Errors in the Ge–Cl bond energy of CH$_3$O–Ge(CH$_3$)ClBr, from Ansatz 0.2.0 and the in-house AFQMC program afq 1 at PBE0/def2-SVP geometries, with valence electrons correlated. The singlet molecule uses RHF, the doublet fragments UHF; rows not marked CBS use def2-SVP. The best estimate takes released AFQMC as reference level and MP2 for the basis step beyond TZVPP.

| level | this level less the best estimate at the basis limit (meV) | statistical noise, one standard error (meV) |
| --- | --- | --- |
| HF | -1205.0 | 0.00 |
| MP2 | -186.0 | 0.00 |
| CCSD | -432.0 | 0.00 |
| CCSD(T) | -379.0 | 0.00 |
| ph-AFQMC/CISD | -364.0 | 20.00 |
| released AFQMC | -357.0 | 33.00 |
| HF/CBS | -1198.0 | 0.00 |
| MP2/CBS | 222.0 | 0.00 |
| CCSD(T)/CBS | -23.0 | 0.00 |

Every row is the energy needed to pull the chlorine atom off four-coordinate germanium in CH$_3$O–Ge(CH$_3$)ClBr, where the Ge–Cl distance is 2.16 Å. The second column gives that energy at the level named less the best estimate of 4.442 eV, so a negative entry means that the level binds too weakly. The third column is the statistical noise of the two Monte Carlo rows. Rows marked CBS stand at the complete-basis limit, while the six unmarked rows use the small def2-SVP basis and are still measured against a limit value. Their errors therefore hold a fault of the method and a fault of the basis together, and a rule of thumb has to pull the two apart.

## The two HF rows: the amount to be recovered

Hartree–Fock binds too weakly by 1205 meV in the small basis and by 1198 meV at the limit. The molecule is a closed-shell singlet in which two electrons share the Ge–Cl bond, and the cut leaves one unpaired electron on each fragment. Two electrons of opposite spin in one orbital lower their energy by avoiding each other, and a single determinant does not describe this motion. The molecule has one such pair more than its fragments, so Hartree–Fock misses more energy in the molecule and the bond comes out too weak. This is standard physics, and the table shows its size, which at the limit is 27 % of the bond energy.

Call this net correlation energy of the bond $C$, about 1.2 eV here. The correlation energy of a lone electron pair, as in H$_2$, is roughly 1 eV as a recalled figure, which gives the right scale without any calculation. The match should be taken loosely, since the bonding pair also correlates with the lone pairs of chlorine and the neighbouring bonds. The value of $C$ is also tied to the reference used, a restricted determinant for the molecule and unrestricted ones for the fragments, because the latter already hold some spin polarisation.

The two HF rows differ by only 7 meV, whereas MP2 moves by 408 meV and CCSD(T) by 356 meV between the same two bases. The basis error of this bond energy thus lies almost wholly in the correlation part. Theory supplies the reason: the exact wave function has a cusp where two electrons meet, and products of smooth orbitals build it up only slowly as functions of higher angular momentum are added. The mean field needs no such cusp and converges much faster. The small HF shift is a net figure, though, and may include basis superposition, which strengthens binding in a small basis, offsetting other terms.

## The rule

The picture is that of a fixed amount $C$ of which each calculation collects a share. The bond energy splits as $D = D_\mathrm{HF} + D_\mathrm{corr}$, and the best estimate is $D_\mathrm{HF} + C$ by the definition of $C$. Let a method collect a multiple $g$ of $C$ in a complete basis, and let a finite basis deliver a fraction $f$ of whatever the method would collect. With $D_\mathrm{HF}$ taken as independent of basis, which the HF rows allow, subtraction gives

$$\text{error} = (D_\mathrm{HF} + f g C) - (D_\mathrm{HF} + C) = -C\,(1 - f g).$$

By definition $g = 0$ for HF and $f = 1$ at the limit, and $g = 1$ is assumed for CCSD(T) and both AFQMC rows. Three constants remain, and in round numbers they are

$$C = 1.2\ \text{eV},\qquad f_\mathrm{SVP} = 0.7,\qquad g_\mathrm{MP2} = 1.2 .$$

An unweighted least-squares fit of the formula to the eight rows other than CCSD gives 1202 meV, 0.699 and 1.193, so rounding costs next to nothing. That $f$ and $g$ simply multiply is an assumption, and the last stretch of the table tests it in part.

## MP2 in the small basis: two faults that cancel

Among the small-basis rows MP2 lies closest to the best estimate, 186 meV below it, and the rule shows that this is no merit of the method. The first worked row runs

$$fg = 0.7 \times 1.2 = 0.84,\qquad \text{error} = -1200\,(1 - 0.84) = -192\ \text{meV},$$

$$D = 4.442 - 0.192 = 4.250\ \text{eV},$$

against 4.256 eV from the table. This row was among those fitted, so the agreement shows that the description is consistent and predicts nothing. MP2 collects a fifth too much correlation for this bond, the basis withholds three tenths, and the product lands nearer to unity than either factor.

The overshoot is visible without the rule when MP2 is set against released AFQMC in the same small basis, where it binds too strongly by 171 meV. It does not come from MP2 collecting too much correlation in the molecule. In the same calculation MP2 yields 0.908 of the molecule's CCSD(T) correlation energy but 1.234 of the bond's. MP2 therefore falls short in the molecule and falls still shorter in the two open-shell fragments, and the difference appears as overbinding. That spin contamination of the unrestricted fragment determinants contributes to this is a guess which nothing here tests.

The same comparison sets a limit on how $g$ may be obtained. The bond's correlation part is only 3.4 % of the molecule's 24.43 eV in this basis, a small difference of large totals. A ratio read from total energies does not carry over to such a difference, and for MP2 it even falls on the other side of unity. The factor $g$ has to be read from bond energies.

## CCSD and CCSD(T): the row that the rule misses

CCSD(T) gives the second worked row, also one of those fitted. With $g = 1$,

$$\text{error} = -1200\,(1 - 0.7) = -360\ \text{meV},\qquad D = 4.442 - 0.360 = 4.082\ \text{eV},$$

against 4.063 eV from the table, so the rule is 19 meV too high. Almost the whole error of this row is the basis, since the method itself lies within 23 meV of the best estimate at the limit. A good method in a double-zeta basis is here further from the answer than MP2 in that basis.

CCSD was kept out of the fit, because it lacks connected triple excitations and has a single row, which a factor of its own would reproduce exactly. Treated as if $g = 1$, it is missed by 72 meV, the largest miss of the round rule in the table. Most of this is the triples correction, worth 53 meV for the bond. Read against released AFQMC in the same basis, CCSD has $g \approx 0.91$, a value that describes this row and is checked by no other.

The triples repeat the lesson of the totals. They make up 2.6 % of the molecule's correlation energy and 6.4 % of the bond's. The numbers show that triples weigh more in the molecule than in the fragments, in proportion to the rest of the correlation energy. The usual argument is that triples couple the correlation of a pair to the relaxation of the orbitals around it, and forming a bond adds such couplings between the two halves.

## The two AFQMC rows: where the table stops resolving

Phaseless AFQMC lies 15 meV above CCSD(T) with a noise of 20 meV, and the released walk lies 22 meV above it with a noise of 33 meV. Neither step reaches one standard error, and the phaseless row carries a constraint bias of some meV beyond its noise. The three levels are therefore not told apart in the bond energy, which justifies giving them the one value $g = 1$. The agreement is partly a matter of selection, since a released walk was admitted as reference only if it passed an agreement test within 25 to 40 meV, which bounds the AFQMC errors beforehand. It also fits the state of the molecule, whose determinant is stable and dominant, with a $T_1$ diagnostic near 0.01. Total energies are another matter: in the molecule the phaseless walk lies 77 meV below CCSD(T) with a noise of 14 meV, and most of that gap cancels against the fragments.

The released row is no test of the rule or of the method. The best estimate is CCSD(T) at the limit plus the step from CCSD(T) to the released walk in the small basis, so the walk's energy cancels from its own error. What remains, $-357$ meV, is the CCSD(T) basis shift of 356 meV with its sign turned, up to rounding. The other rows inherit the 33 meV noise of the best estimate as a common offset, even where the noise column shows zero. In the rule this offset enters $C$, of which it is 2.8 %, and with $g = 1$ held fixed it also leaves a misfit in the CCSD(T)/CBS row.

## The limit rows: whether $f$ and $g$ multiply

At the limit the basis no longer hides anything, and MP2 overbinds by 222 meV, for which the round rule gives $-1200\,(1 - 1.2) = +240$ meV. Between the two MP2 rows the error passes through zero where $fg = 1$, at $f \approx 0.83$. A neighbouring series in a larger basis would have $f$ nearer to unity, so by the rule the coupled-cluster and AFQMC rows would close in on the best estimate from below while MP2 would cross it and move away. The ranking of methods against a limit value thus depends on the basis in which it is made.

CCSD(T)/CBS at $-23$ meV is the worst of the fitted rows, since the rule puts it at zero. By the construction of the best estimate this entry is the step to the released walk with its sign turned. It lies within the noise of that step and needs no cause.

The two pairs of correlated rows give $f$ separately, after the HF value in each basis is subtracted: $1019/1420 = 0.718$ for MP2 and $826/1175 = 0.703$ for CCSD(T). Their closeness supports the product form. The alternative is one additive basis shift for every correlated small-basis row, and fitted in the same way to the same eight rows it leaves an rms residual of 14 meV against 12 meV, which decides nothing.

A sharper test carries the basis effect from one method to the other. Scaling the CCSD(T) correlation part with the $f$ of MP2 misses its limit value by $-24$ meV, and the reverse misses by $+30$ meV, whereas adding the other method's shift misses by 52 meV either way. The table thus leans towards scaling, on two pairs only. The pairs are also linked, because the CCSD(T) limit borrows MP2 for the part beyond triple zeta, and so their agreement is weaker evidence than two independent extrapolations would be.

## Using the rule, and its range

Turned round, the rule repairs a small-basis result with no knowledge of $C$. The correlation part is the difference between the correlated value and HF in the same basis, and dividing it by $fg$ gives $D \approx D_\mathrm{HF} + D_\mathrm{corr}/(fg)$. With $D_\mathrm{HF} = 4.442 - 1.205 = 3.237$ eV,

$$\text{MP2: } 3.237 + \frac{1.019}{0.84} = 4.450\ \text{eV},\qquad \text{CCSD(T): } 3.237 + \frac{0.826}{0.7} = 4.417\ \text{eV}.$$

Both fall within the noise of the best estimate, though the factors were fitted on these very rows.

Over the eight fitted rows the round rule has an rms residual of 13 meV relative to the table, and 27 meV when CCSD is included with $g = 1$. These residuals are far above the rounding of the table. Part of them may still be the noise of the best estimate. It shifts nearly all rows alike, but the rule holds CCSD(T)/CBS at zero and so cannot absorb such a shift in full. With so few rows a finer rule could not be judged here. Three constants describe eight rows, some of them tied together by construction, all for one bond in one molecule. Whether $f$ and $g$ hold for another bond is untested.

The physics says where the assumptions give way. A multiple bond unpairs more electrons and has a larger $C$, so the inverted form, which does not need $C$, is the safer one. In a stretched bond, or any molecule far from a single determinant, MP2 and the perturbative triples lose their footing, and a fixed $g$ has no basis. The value of $f$ belongs to this one basis set and to the valence electrons that were correlated.

The target itself is a calculated quantity and not a measured one. The 3d shells of germanium and bromine are frozen, and relativity and zero-point motion are left out. Spin-orbit coupling in the free chlorine atom alone would lower the bond energy by roughly 0.04 eV, a recalled figure of the same size as the noise. Germanium–chlorine bonds are broken when chlorogermane precursors deposit germanium and are formed when chlorine etches it, and the rate of a plain bond rupture at a given temperature depends exponentially on a barrier close to the bond energy. For that use the 0.36 eV that the small basis withholds from CCSD(T) in this bond is the term to correct first, ahead of the choice among the three best levels.
